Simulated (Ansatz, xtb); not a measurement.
## How methods differ on C3H9Co (CoMe3)

C3H9Co has 13 atoms, charge 0, and is taken as a singlet. As SMILES, `[CH3][Co]([CH3])[CH3]`. The shape comes from GFN2-xTB, which is rough for such elements, and wasn't checked as a minimum.

Each level gives the dipole moment (D). The values are calculated.

```
                                    level                kind  program  value (D)   CPU time
                                 GFN2-xTB      semi-empirical      xtb       2.07  under 2 s
                                 GFN0-xTB      semi-empirical      xtb       3.55  under 2 s
                                 GFN1-xTB      semi-empirical      xtb       2.08  under 2 s
                                HF/STO-3G        Hartree–Fock   Ansatz       3.16      8.1 s
                                 HF/3-21G        Hartree–Fock   Ansatz       3.48      7.3 s
                              HF/def2-SVP        Hartree–Fock   Ansatz       2.94       22 s
B88x+PBEsolc/6-31G* (spherical functions)  density functional   Ansatz       0.69       19 s
       B3LYP/6-31G* (spherical functions)       global hybrid   Ansatz       1.22       31 s
       B3LYP/6-31G* (Cartesian functions)       global hybrid   Ansatz       1.23       28 s
                            PBE0/def2-SVP       global hybrid   Ansatz       1.49       27 s
```

The values span 0.69 to 3.55 D. Magnitudes only. Sets without polarisation functions give poor dipoles. Times are those of the runs behind each value, whatever else they computed, on shared processors of several kinds: orders of magnitude only.

The dipole depends far more on the treatment of exchange and correlation than on fine details of the basis. With the same def2-SVP set, it falls from 2.94 D in Hartree–Fock to 1.49 D in PBE0, while switching between spherical and Cartesian functions barely changes B3LYP. As the geometry is shared, the spread reflects the electron density, probably because Hartree–Fock, lacking correlation, makes the Co–C bonds too ionic. The close agreement of GFN1-xTB and GFN2-xTB is weak support for their value, since the two models are closely related.

A planar, threefold-symmetric molecule would have no dipole, so the structure must depart from that ideal. This fits formally d⁶ cobalt(III): in a low-spin state, three strong σ-donors favour a pyramidal arrangement, in which the polar Co–C bonds don't cancel. The numbers therefore support a polar singlet at this geometry, but not a precise dipole. Nor do they show that the singlet is the ground state, which is far from assured for such a coordinatively unsaturated cobalt centre.
